What does it cost to force three selenium atoms and one indium atom into a packing where each atom has eight nearest neighbours? Elemental selenium forms chains in which each atom has just two close partners, so the packing asks for a very different kind of bonding. The other rows of the table put related elements through the same change.

Crystals of the Cu3Pd type (space group P4/mmm, No. 123), with one atom on site A and three on site B per formula; cell and atoms were relaxed with the symmetry kept. Computed with Ansatz 0.2.0 using PBE, plane waves and PAW, scalar-relativistic and without spin polarisation, with a cutoff of 420 eV and Gaussian smearing of 0.1 eV.

```
formula  element on site A  Z A  element on site B  Z B  difference of Pauling electronegativities  valence electrons  volume per atom (Å³)  shortest distance (Å)  energy over elements (eV/atom)
   GaP3                 Ga   31                  P   15                                       0.38                 18                 15.35                  2.712                           0.507
  GaSb3                 Ga   31                 Sb   51                                       0.24                 18                 26.29                  3.300                           0.195
  InAs3                 In   49                 As   33                                        0.4                 18                 20.86                  3.004                           0.332
  InSe3                 In   49                 Se   34                                          ?                 21                 22.11                  3.062                               ?
  SnTe3                 Sn   50                 Te   52                                       0.14                 22                 29.01                  3.353                           0.122
    WS3                  W   74                  S   16                                       0.22                 24                 14.59                  2.667                           0.836
   WGe3                  W   74                 Ge   32                                       0.35                 18                 16.66                  2.787                           0.581
```

The last column, energy over elements, compares each crystal with its pure elements in their usual forms. A positive value means that the crystal would release energy by separating into them at zero temperature; 0.1 eV per atom is roughly 10 kJ per mole of atoms. All six known values are positive. What varies is how badly each combination fits the packing.

**The gallium rows: GaP3 and GaSb3**

GaP3 costs 0.51 eV per atom, and phosphorus chemistry suggests why. In its element a phosphorus atom uses three of its five valence electrons for three short bonds of about 2.2 Å. Here the shortest distance is 2.71 Å, and the same few electrons must serve eight contacts. The relaxation keeps the crystal's symmetry, so the atoms are not free to shift out of place and form a few short bonds again.

With antimony in place of phosphorus the cost drops to 0.20 eV per atom. Antimony's valence orbitals are larger and more diffuse, and its short bonds are weaker to begin with. Its element already has further neighbours not far beyond the three closest ones. Spreading the bonding over many contacts therefore sacrifices less.

This comparison has a flaw: the two crystals differ in shape as well as in composition. The cell can be stretched along one axis, which carries it between the two common metallic packings, body-centred and face-centred cubic. In GaP3 the shortest distance is what a body-centred packing would have at the same volume; in GaSb3 it is 1.7% longer. GaSb3 has settled in another shape, and whether a body-centred version would lie lower was not tested.

**The middle rows: InAs3 and SnTe3**

InAs3 and SnTe3 have nearly the same body-centred shape as GaP3, so these three can be compared more fairly. The cost falls from 0.51 through 0.33 to 0.12 eV per atom as the atoms become larger. Both elements change at each step, and SnTe3 also has four more valence electrons than the other two, so the table does not separate the effect of the metal from that of the non-metal or of the electron count. The chemistry of the pure elements points mainly to the non-metal.

Tellurium suggests that the length of the stretch does not set the cost alone; the strength of the bond that is stretched should matter too. Its shortest distance in SnTe3 is roughly half an ångström longer than an ordinary tellurium–tellurium bond, about the same excess as for phosphorus in GaP3. Yet SnTe3 has the lowest known energy. In elemental tellurium the chains already approach each other to about 3.5 Å, so contacts of 3.35 Å are familiar to the atom. A light non-metal has strong short bonds to lose; a heavy one has weaker bonds and gets more back from its distant neighbours.

The same reasoning can be applied to Cu3Pd itself, which has metals on both sites. Copper and palladium have twelve close neighbours in their own elements. A packing with many equal contacts takes no short directional bonds away from them, so this penalty should be absent.

**The tungsten rows: WS3 and WGe3**

Both tungsten crystals cost more than their volumes alone would suggest. Tungsten metal is held together by a nearly half-filled d shell, which gives some of the strongest bonding of any metal. Diluting tungsten with three non-metal atoms breaks up much of that bonding. This is a likely reason for the extra cost, but the calculation does not give it as a separate energy.

Within the pair, WS3 lies 0.26 eV per atom above WGe3, in the same body-centred shape. In its element each sulfur atom has two short, strong bonds. Germanium has four in its solid element, but it becomes a metal with more neighbours when it melts, a sign that it gives up directional bonds more easily. The tungsten–sulfur and tungsten–germanium bonds differ too, so the gap does not measure the non-metal's loss alone.

**Back to the open row: InSe3**

The volume per atom can stand in for atomic size. A straight line through the three body-centred rows without tungsten, GaP3, InAs3 and SnTe3, gives

E = 0.929 − 0.028 V

where E is the energy over elements in eV per atom and V is the volume per atom in Å³. Three points and two constants make this a means of interpolation, not a law. When each point in turn is predicted from the other two, the typical error is 0.04 eV per atom.

InSe3 was not part of the fit, but its relaxed volume of 22.11 Å³ is known. The line therefore gives

E = 0.929 − 0.028 × 22.11 ≈ 0.31 eV per atom

This treats selenium as if only its size mattered. Two further effects pull in opposite directions.

The first is charge transfer. In Pauling's rule the extra strength of a bond between unlike atoms grows with the square of their electronegativity difference. That difference is at most 0.40 in the known rows, where its effect can hide behind that of size, but roughly 0.8 for indium and selenium. Counting three such bonds per four atoms suggests an extra attraction of some tenths of an eV per atom compared with InAs3. The rule was made for ordinary bonds, so in a crowded metal this is an order of magnitude at best.

The second effect is the stretching of selenium's own short bonds. The shortest distance in InSe3 exceeds an ordinary selenium–selenium bond by about 0.7 Å, compared with 0.5 Å for arsenic in InAs3. This should raise the cost and cancel part of the attraction. I take the net effect as 0.10 eV per atom downward, which is a judgement and not a calculated quantity.

The forecast for InSe3 is 0.21 eV per atom, with a range from 0.06 to 0.36. The crystal should still be unstable against its elements, and it probably lies below InAs3. The range is much wider than the error of the line because no known row contains selenium or has such a large electronegativity difference.

The withheld rows as computed:

```
formula  element on site A  Z A  element on site B  Z B  difference of Pauling electronegativities  valence electrons  volume per atom (Å³)  shortest distance (Å)  energy over elements (eV/atom)
  InSe3                 In   49                 Se   34                                       0.77                 21                 22.11                  3.062                           0.209
```

**What the computed value tells**

The computed energy is 0.209 eV per atom, so the forecast is right in value, in sign and in its place below InAs3. The match is far closer than the reasoning deserves. A shift of 0.05 or 0.15 eV could have been defended equally well, and the stated range remains the fair measure of what was known.

The line by itself misses: it puts InSe3 too high by 0.10 eV per atom, well beyond its typical error for the three fitted rows. Size alone therefore does not account for this crystal. The miss has the direction expected from charge transfer between indium and selenium. A single row cannot prove that cause. Selenium also has one more valence electron than arsenic, and in its element it has two short bonds to lose instead of three. The energy shows only the sum of all these effects.

A calculation of pure selenium and pure arsenic in the same packing would help to separate the non-metal's share from that of indium. It would show what each non-metal pays for being crowded before any indium is present. What then remained would belong to indium and its bonds with the non-metal.

One limit is the treatment of spin. InSe3 has an odd number of valence electrons, 21, and like the other rows it was computed without spin polarisation. In a metal with broad s and p bands the odd electron is not expected to stay unpaired, but a lower magnetic state was not ruled out. A second limit lies in the reference: PBE describes the weak attraction between the chains of elemental selenium poorly, which makes the energy over the elements less certain.

For practical chemistry, the sign matters more than the last digit. Indium and selenium form well-known stable compounds, such as In2Se3, in which each atom has fewer and shorter bonds. The two elements do attract each other; it is this combination of composition and packing that fails to repay the selenium bonds it gives up. The results fit the idea that the packing costs less when the non-metal's own short bonds are weak, and that a strong attraction to the metal lowers the cost further. The output below gives the fit and its misses, including those for the rows outside it.

The analysis program printed:

```
Shape and stretch of the contacts:
    row  distance over bcc value  excess over single bond in A
   GaP3                        1                         0.512
  GaSb3                    1.017                           0.4
  InAs3                        1                         0.504
  InSe3                   0.9999                         0.662
  SnTe3                        1                         0.553
    WS3                        1                         0.567
   WGe3                        1                         0.387
fit of energy_over_elements on 3 rows ((Z_A < 60) & (shape < 1.01)): constant 0.9291 +/- 0.037, coefficient of volume_per_atom -0.028 +/- 0.0016; rms 0.00923, worst InAs3 0.013, leave-one-out rms 0.0359
  rows outside the fit (model, value, miss): GaSb3 0.1929, 0.195, -0.00207; InSe3 0.31, 0.209, 0.101; WS3 0.5205, 0.836, -0.315; WGe3 0.4626, 0.581, -0.118
Pauling estimate of extra attraction in InSe3 over InAs3, order of magnitude only, eV/atom: 0.36
Forecast for InSe3, eV/atom: 0.21
Lower end of forecast range, eV/atom: 0.05997
Upper end of forecast range, eV/atom: 0.36
Forecast less computed value for InSe3, eV/atom: 0.000973
InSe3 less InAs3, computed, eV/atom: -0.123
GaP3 less GaSb3, computed, eV/atom: 0.312
WS3 less WGe3, computed, eV/atom: 0.255
Spread of the four 18-electron rows, eV/atom: 0.386
```
